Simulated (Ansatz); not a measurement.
# A series in volume per atom on In2O

Results calculated with Ansatz 0.2.0 development build, not measured. Equation of state of a cubic crystal from periodic Kohn-Sham density functional theory without spin; pressure corrected for the finite basis.

Cell of the first row (space group Fm-3m, No. 225):
```
CELL_PARAMETERS angstrom
0.00000 3.14040 3.14040
3.14040 0.00000 3.14040
3.14040 3.14040 0.00000
ATOMIC_POSITIONS crystal
In 0.25000 0.25000 0.25000
In 0.75000 0.75000 0.75000
O 0.00000 0.00000 0.00000
```

Settings of every row: formula In2O; structure type antifluorite; functional PBE; spin treatment none; k mesh 15x15x15; occupation method fermi-dirac; occupation width 0.061225619 eV; wave cutoff 700 eV; datasets soft-1 PAW; density cutoff ratio 4.

Limits: a cubic model structure, not a phase known at ambient conditions; the SCF threshold is loose for a stress in some rows.

| row | volume per atom (Å³) | energy above lowest point (meV/atom) | pressure (GPa) |
| --- | --- | --- | --- |
| 1 | 20.648 | 12.3 | 3.146 |
| 2 | 21.087 | 5.29 | 1.984 |
| 3 | 21.526 | 1.3 | 0.947 |
| 4 | 21.966 | 0 | 0.021 |
| 5 | 22.405 | ? | ? |
| 6 | 22.844 | 4.32 | -1.532 |

Question: what energy above lowest point and pressure should row 5 give?

Worked fit of energy above lowest point. Take u = (V_r/V)^(2/3) − 1 with V_r = 21.526 Å³ an atom, which is twice the finite (Eulerian) strain; such expansions in the strain, on which the Birch-Murnaghan equation of state is built, carry the rest volume and the bulk modulus. The shown rows have u = 0.02815, 0.01383, 0, -0.0134, -0.03884. Least squares give energy above lowest point = 1.309 + 193.38 × u + 6980.6 × u² meV/atom; a straight line predicts inner rows, each left out in turn, worse (root mean square 3.8 against 0.04 meV/atom). The rows lie off it by 0.02, -0.03, -0.01, 0.03, -0.01. Its lowest point lies at u = -0.0139, or V = 21.98 Å³ an atom, and the curvature there gives the bulk modulus at fixed shape and fractions, B = (4/9)(1 + u)² E″(u)/V = 44 GPa. The withheld row has u = -0.02633, so the fit gives 1.309 + 193.38 × (-0.02633) + 6980.6 × (-0.02633)² = 1.06 meV/atom.

The calculation gave 1.1 meV/atom. The fit lies 0.04 meV/atom (3.6 % of the value, 0.33 % of the column's range) below it; its largest miss of a shown row is 0.03 meV/atom.

Worked fit of pressure. Take u = (V_r/V)^(2/3) − 1 with V_r = 21.526 Å³ an atom, which is twice the finite (Eulerian) strain; such expansions in the strain, on which the Birch-Murnaghan equation of state is built, carry the rest volume and the bulk modulus. The shown rows have u = 0.02815, 0.01383, 0, -0.0134, -0.03884. Least squares give pressure = 0.9475 + 72.089 × u + 212.67 × u² GPa; a straight line predicts inner rows, each left out in turn, worse (root mean square 0.11 against 0.0018 GPa). The rows lie off it by 0.001, -0.001, -0.001, 0.001, 0.000. The pressure vanishes at u = -0.0137, or V = 21.98 Å³ an atom, and there the bulk modulus at fixed shape and fractions is B = −V dP/dV = (2/3)(1 + u) dP/du = 43.6 GPa. The withheld row has u = -0.02633, so the fit gives 0.9475 + 72.089 × (-0.02633) + 212.67 × (-0.02633)² = -0.803 GPa.

The calculation gave -0.804 GPa. The fit lies 0.001 GPa (0.021 % of the column's range) above it, one unit of the last digit.
